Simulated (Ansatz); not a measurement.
# Phonon-limited resistivity of InPd, calculated with Ansatz

Space group Pm-3m (No. 221), 2 atoms in the cell of the first input below: a = 3.249 Å, b = 3.249 Å, c = 3.249 Å, α = 90.00°, β = 90.00°, γ = 90.00°.

The structure comes from the Materials Project database of computed cells (whether it is a measured phase wasn't checked), relaxed without spin–orbit coupling to zero pressure (pressure 0.0 GPa with this functional, without spin–orbit coupling). Functional: PBEsol.

Input:

```yaml
crystal:
  lattice:
    - [3.2487861999, 0.0, 0.0]
    - [0.0, 3.2487861999, 0.0]
    - [0.0, 0.0, 3.2487861999]
  atoms:
    - { symbol: In, position: [0.0, 0.0, 0.0] }
    - { symbol: Pd, position: [0.5, 0.5, 0.5] }
basis:
  ecutwfc: 420
  ecutrho_ratio: 4
kpoints:
  mp_grid: { grid: [10, 10, 10] }
hamiltonian:
  xc: pbesol
scf:
  occupations: { method: methfessel_paxton, width: 0.2 }
output: {}
phonons:
  supercell: [2, 2, 2]
  qpath:
    path:
      - [[0.0, 0.0, 0.0], [0.0, 0.5, 0.0], [0.5, 0.5, 0.0], [0.0, 0.0, 0.0], [0.5, 0.5, 0.5], [0.0, 0.5, 0.0]]
      - [[0.5, 0.5, 0.5], [0.5, 0.5, 0.0]]
    npoints: 6
  electrical_resistivity: { mesh: [20, 20, 20], temperatures: [50, 100, 200, 300, 500] }
  superconductivity: { mesh: [20, 20, 20], eliashberg_equations: false }
```

```bash
ansatz run input.yaml --threads 8 --pin off --max-ram 15360MiB --backend cpu --events-out ev --progress --plain --runs-dir out
```

Time: 43 s on 8 threads of Intel(R) Xeon(R) Platinum 8259CL CPU @ 2.50GHz (Skylake/Cascade Lake) (shared host), peak memory 2.5 GiB.

λ_tr,xx from the finest mesh down: 0.513, 0.509, 0.427. The next coarser mesh moves the resistivity at 300 K by 10 % along the axis that moves most.

The run gives λ_tr,xx = 0.513 and a Drude plasma energy ħω_p,xx = 7.61 eV.

Task: Estimate the resistivity along x at 300 K from the high-temperature formula.

Result: ħ/τ = 2π λ_tr k_B T = 0.0833 eV and ρ = 1/(ε0 ω_p² τ) = 10.69 μΩ cm. The Boltzmann solution gives 10.00 μΩ cm, so the estimate is 7 % high, which is less than the mesh moves the solution along x.

```
T (K)  ρ_xx (μΩ cm)  ρ_zz (μΩ cm)  formula, xx  R_H, field along x, y or z (10⁻¹¹ m³/C)
   50          0.98          0.98         1.78                                     9.05
  100          2.95          2.95         3.56                                     7.77
  200          6.54          6.54         7.13                                     7.53
  300         10.00         10.00        10.69                                     7.52
  500         16.86         16.86        17.82                                     7.56
```

At 300 K the next coarser mesh moves R_H by up to 7 %.

At 50 K the solution is 0.55 times the linear formula, and at 500 K 0.95 times. The formula is meant for temperatures above the phonon energies and for bands that vary little within k_B T.

Caveats: melting below the highest temperature wasn't checked; no spin-orbit coupling, which matters for these elements; not converged in the fine mesh; small supercell, couplings not converged in it.

The resistivity falls below the linear estimate at every temperature, most strongly at 50 K, and approaches it on heating. This is the expected Bloch–Grüneisen behaviour: on cooling, the higher-energy phonons freeze out, and the long-wavelength modes that remain deflect electrons only through small angles, which relaxes the current inefficiently. The small shortfall left at 500 K probably combines residual quantum corrections to the phonon occupations with the freedom of the Boltzmann solution to redistribute current towards weakly scattered parts of the Fermi surface.

The positive Hall coefficient suggests that hole-like Fermi-surface curvature dominates the transverse response, but in a multiband metal it does not give a carrier density. Its near constancy from 200 K upwards fits scattering whose strength grows with temperature while its distribution over the Fermi surface hardly changes. The larger value at 50 K may reflect a more anisotropic relaxation time, though sampling error could contribute. Antisite atoms and vacancies, common in B2 intermetallics, would add a residual resistivity that is absent here.
